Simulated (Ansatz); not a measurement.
# Band topology of WI$_{2}$O$_{2}$ with spin–orbit coupling — Ansatz, plane waves and PAW

Space group Immm (No. 71), 5 atoms in the cell of the first input below: a = 8.835 Å, b = 8.835 Å, c = 8.835 Å, α = 155.15°, β = 155.14°, γ = 35.44°.

The structure is a measured one, not always of the ambient phase, with its volume kept and shape and atoms relaxed (pressure 1.8 GPa with this functional, without spin–orbit coupling). Functional: PBE.

Input:

```yaml
crystal:
  lattice:
    - [-1.9009699206, 1.9016517293, 8.4160360409]
    - [1.9009699206, -1.9016517293, 8.4160360409]
    - [1.9009699206, 1.9016517293, -8.4160360409]
  atoms:
    - { symbol: W, position: [0.0, 0.0, 0.0] }
    - { symbol: I, position: [0.1611726038, 0.1611726038, 0.0] }
    - { symbol: I, position: [0.8388273962, 0.8388273962, 0.0] }
    - { symbol: O, position: [0.5, 0.0, 0.5] }
    - { symbol: O, position: [0.0, 0.5, 0.5] }
basis:
  ecutwfc: 420
  ecutrho_ratio: 4
kpoints:
  mp_grid: { grid: [8, 8, 8] }
hamiltonian:
  xc: pbe
scf:
  occupations: { method: gaussian, width: 0.05 }
output:
  forces: true
  stress: true
  eigenvalues: true
  populations: true
  topological_invariants: true
magnetization:
  noncollinear: true
  spin_orbit: true
```

```bash
ansatz run input.yaml --threads 8 --pin off --max-ram 15360MiB --backend cpu --events-out ev --progress --plain --runs-dir out
```

Time: 11 min on 8 threads of Arm Neoverse V1 (shared host), peak memory 8.6 GiB.

Without spin–orbit coupling the gap on a 10×10×10 mesh is 0.00 eV (the bands touch or overlap there). With it, in a separate run (self-consistent on 10×10×10, bands on 12×12×12), the bands overlap in energy by 0.37 eV (an overlap on a mesh is a lower bound, as the extrema may lie between its points). The indices are those of the lowest 60 bands, and their direct separation from the next band is open.

Odd-parity bands among them at the eight time-reversal-invariant momenta (inversion centre at 0.000 0.000 0.000):

```
          k  odd bands
0.0 0.0 0.0         34
0.0 0.0 0.5         28
0.0 0.5 0.0         32
0.0 0.5 0.5         32
0.5 0.0 0.0         32
0.5 0.0 0.5         32
0.5 0.5 0.0         28
0.5 0.5 0.5         34
```

**Question.** What are the Z2 indices by the rule of Fu and Kane?

**Answer.** Each Kramers pair counts once, so δ = (−1)^(odd bands / 2): −, +, +, +, +, +, +, −. The product of all eight gives ν0, the products over the planes k_i = 1/2 the weak indices: (0;111). The Wilson-loop planes give (0;111).

Caveats: bands overlap in energy, so the bands counted are not the filled states; semilocal functionals can invert narrow gaps falsely; the k-mesh was not tested; the smallest direct separation, 0.047 eV, lies at k = (0.50, 0.50, 0.54), away from the time-reversal-invariant momenta; it has to stay open for the indices to be defined, but with an inversion centre they change only where bands swap parity at a time-reversal-invariant momentum.

The indices (0;111) describe a weak topological band manifold, equivalent to a stack of two-dimensional quantum spin Hall layers. In this body-centred cell, the two momenta with negative parity products differ only along the stacking axis. The odd-band counts also agree within every such pair, so the parity order is set by the individual W–O layer and survives the weak coupling across the iodine faces. The two negative signs therefore cancel in the strong index but leave the weak ones.

Formally, tungsten is hexavalent and d⁰, so a gap between ligand p and empty W 5d states would be expected. The overlap probably reflects high-lying I 5p states meeting the bottom of the W 5d band, with an exchange of these states near the zone centre a plausible origin of the inversion. The symmetric cell also holds tungsten midway between its oxygen neighbours, whereas d⁰ cations tend to move off-centre. Such a shift would strengthen O 2p–W 5d mixing, raise the empty d states and could remove the inversion, a possibility not tested here.
